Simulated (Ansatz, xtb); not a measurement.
C4H7NSSi: which of two isomers lies lower

Structure a: `Cc1ncsc1[SiH3]`, a singlet. Structure b: `Cc1nc([SiH3])cs1`, a singlet. Both are isolated molecules in the gas phase, relaxed with B3LYP/def2-SVP.

Q: Estimate which is lower in electronic energy at CCSD(T)/def2-SVP + ΔMP2/def2-TZVPP, and by roughly how much.

A: The CCSD(T)/def2-SVP + ΔMP2/def2-TZVPP calculation puts structure a lower, by 8.21 kJ/mol.

The same difference at several levels:

| level | geometry | E(b) − E(a) (kJ/mol) | departure from the last row (kJ/mol) | job, with rough time for the two |
| --- | --- | --- | --- | --- |
| GFN2-xTB | GFN2-xTB | −2.10 | −10.31 | optimisation, 0.57 s |
| HF/STO-3G | GFN2-xTB | −5.80 | −14.01 | single point, 2 s |
| r2SCAN-D4/def2-SVP | GFN2-xTB | +2.50 | −5.71 | single point, 15 s |
| B3LYP/def2-SVP | B3LYP/def2-SVP | +2.19 | −6.02 | optimisation, 12 min |
| HF/def2-SVP | B3LYP/def2-SVP | +3.27 | −4.94 | part of the CCSD(T) run |
| MP2/def2-SVP | B3LYP/def2-SVP | +6.18 | −2.03 | part of the CCSD(T) run |
| CCSD(T)/def2-SVP | B3LYP/def2-SVP | +5.55 | −2.66 | single point |
| CCSD(T)/def2-SVP + ΔMP2/def2-TZVPP | B3LYP/def2-SVP | +8.21 |  | single point, 4.1 min |

As drawn, both hold the same kinds of bond in the same numbers.

GFN2-xTB, HF/STO-3G put the two in the other order. The largest departure from CCSD(T)/def2-SVP + ΔMP2/def2-TZVPP is that of HF/STO-3G, 14.01 kJ/mol. The last row adds to CCSD(T) the change of the MP2 difference between the two basis sets, here +2.66 kJ/mol.

With thermal terms from frequencies at re-optimised GFN2-xTB minima (ideal gas, soft modes damped towards free rotors, one conformer each, 298.15 K, 1 atm): on the last row, ΔE + ΔZPE = +7.32, ΔH = +7.41, ΔG = +7.01 kJ/mol.

The correlated steps freeze 15 core orbitals. Run with Ansatz 0.2.0, xtb 6.7.1; the last row on 2 threads of AMD EPYC (Zen 3) on a shared host.

The lower isomer is 4-methyl-5-silylthiazole, even though its two substituents sit on neighbouring carbons; in 2-methyl-4-silylthiazole they are apart. Steric repulsion therefore doesn't decide the order, helped by the long C–Si bond. The main cause is probably electronic: silicon is electropositive and favours a carbon that carries negative charge well, which in thiazole is C5, beside sulfur, rather than C4, beside the nitrogen lone pair. The methyl group also changes position, and its preference for the electron-poor C2 would be expected to work the other way. Hartree–Fock in the def2-SVP basis already favours the 5-silyl isomer, by 3.27 kJ/mol, and correlation widens the gap, which suggests some dispersion attraction between the adjacent groups. Thermal terms change little, as expected for positional isomers with the same ring and substituents, so the preference carries over to the free energy. Separating the silyl and methyl contributions would need the singly substituted thiazoles.
